# LO-phonon mobility at low temperature: closed formula, relaxation time or ladder

## Golden-rule rates

Take a parabolic band of mass $m_b$, a dispersionless LO phonon $\hbar\omega$ with occupation $N=1/(e^\beta-1)$, $\beta=\hbar\omega/k_BT$, and non-degenerate electrons. The Fröhlich matrix element for phonon wavevector $Q$ in volume $V$ is

$$|M_Q|^2=(\hbar\omega)^2\,\frac{4\pi\alpha}{V k_0Q^2},\qquad k_0=\sqrt{2m_b\omega/\hbar}.$$

Set $x=E/\hbar\omega$, $a=k/k_0=\sqrt x$, $b=k'/k_0$, and let $c$ be the cosine between $\mathbf k$ and $\mathbf k'$. The energy delta function removes the radial integral of the golden rule:

$$W=\alpha\omega\,\{N,\,N+1\}\;b\int_{-1}^{1}\frac{dc}{a^2+b^2-2abc}=\alpha\omega\,\{N,\,N+1\}\,\frac1a\ln\frac{a+b}{|a-b|}.$$

With $b^2=x\pm1$ we have $(a+b)|a-b|=1$, so

$$W_a=2\alpha\omega N\,\frac{\operatorname{arsinh}\sqrt x}{\sqrt x},\qquad W_e=2\alpha\omega (N+1)\,\frac{\operatorname{arcosh}\sqrt x}{\sqrt x}\quad(x>1).$$

For $k_BT\ll\hbar\omega$ nearly all electrons have $x\ll1$, emission is closed and $W_a\to1/\tau_0=2\alpha\omega N$. Hence

$$\mu_0=\frac{e\tau_0}{m_b}=\frac{e\,(e^\beta-1)}{2\alpha m_b\omega}.$$

The assumed inputs, typical of n-CdTe, are $\alpha=0.29$, $\hbar\omega=21$ meV and $m_b=0.092\,m_e$. At 60 K they give $\beta=4.062$, $g\equiv e^\beta=58.07$, $\omega=3.19\times10^{13}$ s$^{-1}$, $\tau_0=3.08$ ps and $\mu_0=5.90$ m$^2$/(V s).

## Exact answer of the model

The reference is the linearised Boltzmann equation with these rates. Let $\Lambda(x)$ be the mean displacement along the initial velocity $v$, so that $\mu=e\langle v\Lambda\rangle/3k_BT$. It obeys $W\Lambda(x)=v+W_a\langle c\rangle_a\Lambda(x+1)+W_e\langle c\rangle_e\Lambda(x-1)$ with $W=W_a+W_e$. Only the ladder $x_n=a^2+n$, $0<a<1$, $n=0,1,\dots$ is coupled. Inserting $c$ in the angular integral and measuring $\Lambda$ in $\tau_0\hbar k_0/m_b$ gives

$$D_n\lambda_n-C_n\lambda_{n+1}-gC_{n-1}\lambda_{n-1}=x_n,$$

$$A_n=\operatorname{arsinh}\sqrt{x_n},\quad C_n=\frac{(x_n+\frac12)A_n}{\sqrt{x_nx_{n+1}}}-\frac12,\quad D_n=A_n+gA_{n-1},$$

with $A_{-1}=C_{-1}=0$, and

$$\frac{\mu}{\mu_0}=\frac{8\beta^{5/2}}{3\sqrt\pi}\int_0^1 a\,e^{-\beta a^2}S(a)\,da,\qquad S=\sum_n g^{-n}x_n\lambda_n .$$

Multiplying row $n$ by $g^{-n}$ makes the matrix symmetric, and $S$ is then the quadratic form of its inverse on the right-hand side. Forward elimination turns that form into a sum over pivots:

$$S=\sum_{n\ge0}g^{-n}\frac{r_n^2}{p_n},\quad p_n=D_n-\frac{gC_{n-1}^2}{p_{n-1}},\quad r_n=x_n+\frac{gC_{n-1}r_{n-1}}{p_{n-1}},$$

starting from $p_0=A_0$, $r_0=x_0$. Since $C_n<A_n$, induction gives $p_n>A_n$ for $n\ge 1$, so every term is positive. Summed and integrated to convergence, the series gives $\mu/\mu_0=1.127$.

## How the deviation falls

**Closed formula.** For $g\to\infty$ row 1 reduces to $\lambda_1=C_0\lambda_0/A_0$, and row 0 gives $\lambda_0=xA_0/(A_0^2-C_0^2)$. With $A_0\simeq\sqrt x\,(1-x/6)$ and $C_0/A_0\simeq\frac23\sqrt x$ this is $\lambda_0\simeq\sqrt x\,(1+\frac16x+\frac49x)$. The weight $x^{3/2}e^{-\beta x}$ has mean $x=5/2\beta$, so $\mu/\mu_0\simeq1+55/36\beta$. The deviation of $\mu_0$ falls as $1/\beta$ and no setting reduces it. At 60 K the term is 0.38, far above the true excess, because a share $\Gamma(\frac52,\beta)/\Gamma(\frac52)=0.15$ of the weight lies above the emission threshold, where the expansion fails.

**Self-energy relaxation time (SERTA).** Setting $C_n=0$ gives $\lambda_n=x_n/D_n$. This keeps the $x/6$ term and drops $4x/9$, so it lies low by $10/9\beta$ as $\beta\to\infty$. More rungs or nodes leave that floor in place.

**Direct ladder.** Keeping $n$ rungs ($\lambda_n=0$) drops the terms from $n$ on, so the truncated integral is a lower bound. Because $r_n\approx gC_{n-1}\lambda_{n-1}$ and $p_n\approx gA_{n-1}$, term $n$ scales as $g^{-(n-1)}$. One rung is therefore not enough, and each rung beyond the second divides the deficit by a factor of order $g$. With the integral converged, the deviation is $-0.3\%$ for $n=2$ and $-0.004\%$ for $n=3$.

**Rode iteration.** This is Jacobi iteration, $\lambda_n\leftarrow(x_n+C_n\lambda_{n+1}+gC_{n-1}\lambda_{n-1})/D_n$, started from SERTA. On two rungs, two sweeps multiply the distance from the direct solution by $\rho^2=gC_0^2/A_0D_1$, which rises with $a$ to 0.238 at $a=1$. The distance after $s$ sweeps falls as $\rho^{s}$.

**Energy nodes.** Simpson's rule with $M$ intervals in $a$ needs $M$ evaluations, since the integrand vanishes at $a=0$. Its error on the smooth part falls as $M^{-4}$. The factor $1/D_1$ adds a weak feature of width $\operatorname{arsinh}(1)/g=0.015$ at $a=0$, which slows convergence once the few-$10^{-4}$ level is reached.

## How work and memory grow

Count each multiplication, division, root, logarithm or exponential as one operation, beyond those for $\mu_0$, and ignore small savings on the end rungs. Each node costs 6 for $a^2$ and the weight.

- SERTA needs per rung a root, a logarithm, $gA$, and 3 for $g^{-n}x_n^2/D_n$. Work is $M(6+6n)$ and memory is constant.
- The direct ladder needs 7 for the coefficients (root, logarithm, 3 for $C$, $gA$, $gC$), 3 for the two recurrences and 3 for the term. Work is $M(6+13n)$. Memory is constant, since only the previous rung is kept.
- Rode needs the same 7, 1 for the start, 2 for the final sum and 3 per sweep. Work is $M[6+(10+3s)n]$ and memory about $5n$ numbers ($D$, $C$, $gC$ and two iterates).

One Rode sweep already costs as much as the direct solution.

## Results at 60 K

| Method | $n$ | $s$ | $M$ | Operations | $\mu/\mu_0$ | Deviation (%) |
|---|---|---|---|---|---|---|
| Closed formula | – | – | – | 0 | 1 | −11.2 |
| Direct | 2 | – | 2 | 64 | 1.131 | +0.4 |
| SERTA | 2 | – | 4 | 72 | 0.917 | −18.6 |
| Rode | 2 | 1 | 4 | 128 | 0.956 | −15.1 |
| Direct | 2 | – | 4 | 128 | 1.124 | −0.2 |
| Rode | 2 | 2 | 4 | 152 | 1.091 | −3.2 |
| Direct | 3 | – | 4 | 180 | 1.127 | +0.05 |
| Rode | 2 | 6 | 4 | 248 | 1.123 | −0.3 |
| Direct | 2 | – | 10 | 320 | 1.123 | −0.3 |
| Direct | 3 | – | 10 | 450 | 1.126 | −0.02 |

Deviations are relative to the converged series and use unrounded values. SERTA does worse here than the free formula, because it includes the loss above threshold without the gain from in-scattering. In the $n=2$, $M=2$ row a quadrature error of $+0.7\%$ partly cancels the truncation deficit, but each stays below 1% separately. Raising $M$ from 4 to 10 at $n=2$ is wasted, since truncation dominates.

## Choices

Cheapest tabulated setting for a stated accuracy:

- 15%: the closed formula, at no extra work.
- 1%: direct, $n=2$, $M=2$, 64 operations.
- 0.1%: direct, $n=3$, $M=4$, 180 operations.
- 0.03%: direct, $n=3$, $M=10$, 450 operations.

Best tabulated setting inside a budget:

- 100 operations: direct, $n=2$, $M=2$.
- 150 operations: direct, $n=2$, $M=4$.
- 200 operations: direct, $n=3$, $M=4$.
- 500 operations: direct, $n=3$, $M=10$.

The ranking rests on the tridiagonal structure. For an anisotropic band on $N_k$ mesh points with a dense scattering matrix, elimination costs about $N_k^3/3$ multiplications and $s$ sweeps cost $sN_k^2$, both with $N_k^2$ stored numbers. Iteration is then cheaper once $N_k>3s$, which is 18 points for six sweeps.

## What accuracy is worth buying

The model neglects terms larger than most deviations in the table. The weak-coupling polaron mass shift is $\alpha/6=4.8\%$, and $\mu$ has corrections of that order. Below threshold the golden rule is safe, $\hbar/\tau_0k_BT=0.041$, but at $E=2\hbar\omega$ the broadening $\hbar W_e$ is $0.37\,\hbar\omega$, so the upper rungs are less sharp than assumed. The coupling is also uncertain. The compiled 300 K values $\varepsilon_s=10.2$, $\varepsilon_\infty=7.2$ and 168 cm$^{-1}$, or 20.83 meV (Rakita 2019), inserted with the assumed mass in

$$\alpha=\frac{e^2}{4\pi\varepsilon_0\hbar}\sqrt{\frac{m_b}{2\hbar\omega}}\left(\frac1{\varepsilon_\infty}-\frac1{\varepsilon_s}\right),$$

give 0.32, which is 9% above the assumed coupling. The 64-operation setting thus exhausts the physics, and the finer rows serve to validate code.

The model's drift mobility is 6.6 m$^2$/(V s). A typical value for very pure n-CdTe near 60 K is about 3 m$^2$/(V s), so the model lies high by roughly a factor of two, and by more for doped material, because acoustic, piezoelectric and ionised-impurity scattering are left out.